A finer k-point mesh ought to give a better result, and energy, pressure and force ought to improve together. For this tantalum suboxide, treated with a gradient-corrected functional and without spin, neither expectation holds row by row. The atoms stay fixed, and each error is the difference from the finest mesh, 16x16x8. It measures the sampling alone and not the distance from experiment.

Ansatz 0.2.0, PBE with PAW potentials and no spin polarisation, for Ta4O in a fixed five-atom cell (P4/mmm). The plane-wave cutoff is 420 eV, the Gaussian smearing 0.1 eV wide, and the k meshes are Gamma-centred. The reference is the 16x16x8 mesh; energies are taken at zero smearing, pressure is positive in compression, and the force change is the largest over atoms and axes.

```tsv
k mesh	energy less reference (meV per atom)	pressure less reference (GPa)	largest force change (eV/Å)	pressure (GPa)
1x1x1	181.19	0.963	5.023	0.202
2x2x1	184.99	3.236	0.062	2.475
4x4x1	114.15	1.548	0.425	0.787
4x4x2	9.38	-0.219	0.246	-0.980
6x6x2	15.77	0.036	0.059	-0.725
6x6x4	5.59	0.049	0.101	-0.712
8x8x4	-0.19	0.008	0.070	-0.753
10x10x4	-0.96	-0.042	0.012	-0.803
10x10x6	-1.40	-0.034	0.015	-0.795
12x12x6	-0.39	-0.072	0.010	-0.833
14x14x6	1.13	0.012	0.020	-0.749
```

### A mesh is a crystal of finite size

An electron wave in a crystal changes its phase from one unit cell to the next, and the k-point labels that phase. A mesh with $N$ points in one direction keeps only waves that repeat after $N$ cells. Choosing a mesh is thus like choosing the size of a small crystal closed on itself, whose length in that direction is $N$ times the cell edge. The edge is 3.26 Å in the plane and 7.41 Å along c.

The row 4x4x1 looks well sampled in two directions, but in this picture it is a slab 13 Å wide and only 7.4 Å long. All its waves have the same phase in successive cells along c. The true metal can fill states at phases where a band lies low and leave the others empty, a choice that this mesh doesn't offer along c. A single phase could in principle put the energy too high or too low; here it comes out 114 meV per atom too high.

A second point along c makes the crystal about as long as it is wide. The error falls to 9 meV per atom, so this one change removes 92 % of it. The plane matters too: going from 2x2x1 to 4x4x1 had removed 38 % of the error present before. The short side of the sampled crystal then set the limit.

The two coarsest meshes have a further defect. A metal shows itself when a band lies below the Fermi level at some points and above it at others. A single point can't show this, and in 2x2x1 the same number of bands happens to lie below the Fermi level at every point. The material therefore appears to have a small gap, although denser meshes show a metal. This false gap can't be the whole reason for the large errors, because 4x4x1 is already metallic and still far off. From 1x1x1 to 2x2x1 the energy even rises by 4 meV per atom. That the two energies lie so close is no sign of convergence, because the force on a tantalum atom changes by about 5 eV/Å between them. With a single point every wave has the same phase in all cells, so the balance of bonding and antibonding states is expected to be badly off.

### Why 6x6x2 has a worse energy than 4x4x2

With more points in the plane and the same number along c, 6x6x2 ought to beat 4x4x2. Instead its energy error is larger, 15.8 against 9.4 meV per atom, although its pressure and force are closer to the reference. The low energy error of 4x4x2 is thus probably in part a lucky cancellation. Going on to 6x6x4 takes 10 meV per atom off the error of 6x6x2, so much of that error comes from the coarse sampling along c. The mesh 4x4x2 is just as coarse in that direction, and its error in the plane probably offsets part of the damage. The likely reason for such irregular steps lies in how a metal fills its states. At the Fermi level the occupation drops from full to empty within a narrow range of energy, and a coarse mesh sees this edge at only a few points.

The levels of a small crystal come in batches, because symmetry gives several k-points the same energy. If the Fermi level falls between two batches, the last electrons sit comfortably below it. If it cuts through a batch, some electrons must occupy states right at the edge, and the energy tends to be higher. Clusters of atoms with closed and open shells behave in the same way. Adding points rearranges the batches, so a finer mesh can land on a less favourable filling.

The distance between neighbouring levels can be estimated. If a band rises with slope $s$ and the points are $\Delta k$ apart, the energy step $\Delta E$ from one point to the next is

$$\Delta E \approx s\,\Delta k = s\,\frac{2\pi}{N a},$$

where $a$ is the edge in the plane. A rough, recalled slope for a transition metal is 3 eV Å. Four points give $\Delta k = 2\pi/(4 \times 3.26\ \text{Å}) \approx 0.48$ Å$^{-1}$ and a step of about 1.4 eV.

With a smearing width of 0.1 eV, most of the drop from full to empty takes place within about 0.2 eV, so neighbouring points usually jump across it. Even the reference mesh has steps of roughly 0.4 eV. With such a slope, no mesh in the table follows the edge smoothly along a single band, though flatter bands would be sampled better. Some scatter should therefore survive to the end. It shrinks because a dense mesh crosses the Fermi surface in many places, where over- and undercounts largely average out. The estimate makes it plausible that the approach is irregular, but it gives neither the size nor the sign of an energy error.

The calculation offers a partial test of the shell picture. Its smearing term, listed in the printed output below, grows with the weight of states close to the Fermi level. From 4x4x2 to 6x6x2 this term rises along with the energy, and at 6x6x4 both fall again. The same happens late in the series: from 12x12x6 to 14x14x6 the energy rises by 1.5 meV per atom and the smearing term rises too.

These are the two largest energy rises between metallic rows, and both fit the picture. Of all eight steps between such rows, six show the two quantities moving together; the two that don't are energy changes of about 1 meV per atom or less. The evidence has limits. In the first two steps of the table, before the metallic rows, the quantities move in opposite directions, so the smearing term is no guide while the sampling as a whole is still poor. Among the metallic rows both also tend to fall as the mesh grows, and the correction to zero smearing adds half of the smearing term to the energy. That correction makes up only a small part of the rise at 6x6x2, but about a third of the late one.

### Why a good energy doesn't vouch for the force

The row 8x8x4 has the smallest energy error in the table, 0.2 meV per atom, and the smallest pressure error too. Yet its force points the wrong way. In the reference, one tantalum atom is pushed along c with 0.046 eV/Å and its partner equally hard in the opposite direction. In 8x8x4 the error of 0.070 eV/Å exceeds this force and reverses it.

The reason is that a force measures how the energy changes when an atom moves. Two meshes can agree on the energy at one geometry and disagree on its slope. The force here is also small, the remainder of larger pushes and pulls that nearly balance, so a modest sampling error is enough to turn it round.

Symmetry makes the force column easy to misread. Every other force component vanishes, so the largest force change follows one single number. Such a number can pass close to the reference on its way from one side to the other. That is how 2x2x1 shows a force change of only 0.06 eV/Å while its energy is wrong by 185 meV per atom. Even this small change is enough to reverse the force.

From 10x10x4 on, the force stays within 0.02 eV/Å of the reference. That is steady enough to keep its direction, but the difference still reaches about two fifths of its size. All four of these meshes give a larger force than the reference, so part of the difference may belong to the reference itself.

### What the pressure hides

Pressure seems to settle first. From 6x6x2 on it stays within about 0.07 GPa of the reference, although the energy of that row is still clearly off. This is possible because pressure depends on how the energy changes with volume, and an energy error that is the same at all volumes drops out.

Pressure is also an average over three directions, and errors of opposite sign cancel in it. In 2x2x1 the stress along c is too compressive by 20.8 GPa, while each of the two directions in the plane is off by 5.5 GPa the other way. The average is wrong by only 3.2 GPa. The signs of these errors aren't explained by the argument given here.

The cancellation still matters at 6x6x4. Its pressure error is 0.05 GPa, but the stress along c is off by 0.28 GPa. Only from 8x8x4 on do the separate stresses stay within about 0.1 GPa. Someone who lets the cell change its shape should therefore judge a mesh by these components and not by the pressure.

### How far the numbers can be trusted

From 8x8x4 on, the energies lie within 1.4 meV per atom of the reference, four below it and one above, with no steady approach. The last mesh before the reference is further from it than 8x8x4 is. Ranking these meshes by their energy error would be reading meaning into scatter, and the reference itself isn't established to better than about 1 meV per atom.

For a similar metallic cell, the first step is to make the sampled lengths, points times edge, about equal in all directions. A cell twice as long then needs half as many points along that edge. After that, the mesh should be refined in several steps while watching the quantity that is actually needed. One close agreement may be a crossing; several successive meshes that stay together are better evidence.

Numerical output:

```
Repeat lengths and signed errors:
      row  repeat in plane (angstrom)  repeat along c (angstrom)  energy step (meV/atom)  smearing term (meV/atom)  xx stress error (GPa)  zz stress error (GPa)  signed force error (eV/angstrom)
    1x1x1                       3.257                      7.409                     n/a                     22.19                 -3.248                  9.387                             5.023
    2x2x1                       6.515                      7.409                     3.8                     1.915                  -5.53                  20.77                           -0.0622
    4x4x1                       13.03                      7.409                  -70.84                     4.827                 -1.573                  7.792                            0.4251
    4x4x2                       13.03                      14.82                  -104.8                     2.876                 0.2122                 -1.082                            0.2461
    6x6x2                       19.54                      14.82                    6.39                     3.572                -0.0205                 0.1509                            0.0586
    6x6x4                       19.54                      29.64                  -10.18                     2.393                -0.0642                 0.2771                            0.1008
    8x8x4                       26.06                      29.64                   -5.78                     1.981                 0.0091                 0.0056                           -0.0702
  10x10x4                       32.57                      29.64                   -0.77                     2.093                -0.0946                 0.0637                            0.0121
  10x10x6                       32.57                      44.46                   -0.44                     1.917                -0.0226                -0.0562                            0.0153
  12x12x6                       39.09                      44.46                    1.01                     1.793                -0.0708                -0.0738                            0.0104
  14x14x6                        45.6                      44.46                    1.52                     2.747                 0.0186                 0.0001                            0.0197
Share of the 4x4x1 energy error removed by doubling the points along c (%): 91.78
Share of the 2x2x1 energy error removed by doubling the points in the plane (%): 38.29
Largest energy error from 8x8x4 on (meV/atom): 1.4
Span of the energies from 8x8x4 on (meV/atom): 2.53
Largest pressure error from 6x6x2 on (GPa): 0.072
Largest zz stress error from 6x6x2 on (GPa): 0.2771
Largest zz stress error from 8x8x4 on (GPa): 0.0738
Largest force change from 10x10x4 on (eV/angstrom): 0.02
That force change as a share of the reference force (%): 43.1
Rank correlation of smearing term and energy error in the metallic rows: 0.9
Rank correlation of number of mesh points and energy error in the same rows: -0.7667
Steps between metallic rows in which smearing term and energy move the same way (of 8): 6
Part of the energy rise 4x4x2 to 6x6x2 that is the zero-smearing correction (meV/atom): 0.3484
Part of the energy rise 12x12x6 to 14x14x6 that is the zero-smearing correction (meV/atom): 0.4769
Rough energy step between neighbouring points in the plane for 4 points (eV): 1.447
Rough energy step between neighbouring points in the plane for the reference mesh (eV): 0.3617
```
